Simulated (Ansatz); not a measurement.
## Mo: the change of energy less free atoms and pressure with volume scale

Results calculated with Ansatz 0.2.0, not measured. Periodic Kohn-Sham DFT of a crystal at fixed atoms, scaled to volume_scale times the given cell; pressure positive in compression, energy less spherical unpolarised free atoms, largest_vzz the field gradient of largest size among the nuclei.

The cell before it is scaled or strained (space group Im-3m, No. 229):
```
CELL_PARAMETERS angstrom
-1.58000 1.58000 1.58000
1.58000 -1.58000 1.58000
1.58000 1.58000 -1.58000
ATOMIC_POSITIONS crystal
Mo 0.00000 0.00000 0.00000
```

Settings of every row: method all-electron LAPW; functional PBE; relativity scalar; k mesh 16x16x16; filling fermi-dirac; smearing width 0.03 eV; basis error target 0.5 meV/atom; nucleus gaussian.

Atom start moment: 0 on all atoms.

```csv
row,volume scale,V (Å³/atom),energy less free atoms (eV/atom),pressure (GPa)
1,0.96,15.146,-10.9078,11.576
2,0.98,15.462,-10.9245,5.476
3,1,15.778,-10.9298,-0.013
4,1.02,16.093,?,?
5,1.04,16.408,-10.9106,-9.405
```

Question: what energy less free atoms and pressure should row 4 give?

Worked fit of energy less free atoms. Take u = (V_r/V)^(2/3) − 1 with V_r = 15.62 Å³ an atom, which is twice the finite (Eulerian) strain; such expansions in the strain, on which the Birch-Murnaghan equation of state is built, carry the rest volume and the bulk modulus. The shown rows have u = 0.02076, 0.0068, -0.00669, -0.03228. Least squares give energy less free atoms = −10.9285 + 0.3898 × u + 29.257 × u² eV/atom; a straight line predicts inner rows, each left out in turn, worse (root mean square 0.013 against 2.4e-06 eV/atom). All shown rows lie on it to the printed digit. Its lowest point lies at u = -0.0067, or V = 15.78 Å³ an atom, and the curvature there gives the bulk modulus at fixed shape and fractions, B = (4/9)(1 + u)² E″(u)/V = 261 GPa. The withheld row has u = -0.01969, so the fit gives −10.9285 + 0.3898 × (-0.01969) + 29.257 × (-0.01969)² = -10.9248 eV/atom.

The calculation gave -10.9248 eV/atom. The fit meets it to the printed digit.

Worked fit of pressure. Take u = (V_r/V)^(2/3) − 1 with V_r = 15.62 Å³ an atom, which is twice the finite (Eulerian) strain; such expansions in the strain, on which the Birch-Murnaghan equation of state is built, carry the rest volume and the bulk modulus. The shown rows have u = 0.02076, 0.0068, -0.00669, -0.03228. Least squares give pressure = 2.6622 + 407.561 × u + 1045.81 × u² GPa; a straight line predicts inner rows, each left out in turn, worse (root mean square 0.46 against 0.012 GPa). The rows lie off it by 0.002, -0.006, 0.005, -0.001 (root mean square 0.0041 GPa). The pressure vanishes at u = -0.0066, or V = 15.78 Å³ an atom, and there the bulk modulus at fixed shape and fractions is B = −V dP/dV = (2/3)(1 + u) dP/du = 261 GPa. The withheld row has u = -0.01969, so the fit gives 2.6622 + 407.561 × (-0.01969) + 1045.81 × (-0.01969)² = -4.957 GPa.

The calculation gave -4.957 GPa. The fit meets it to the printed digit.
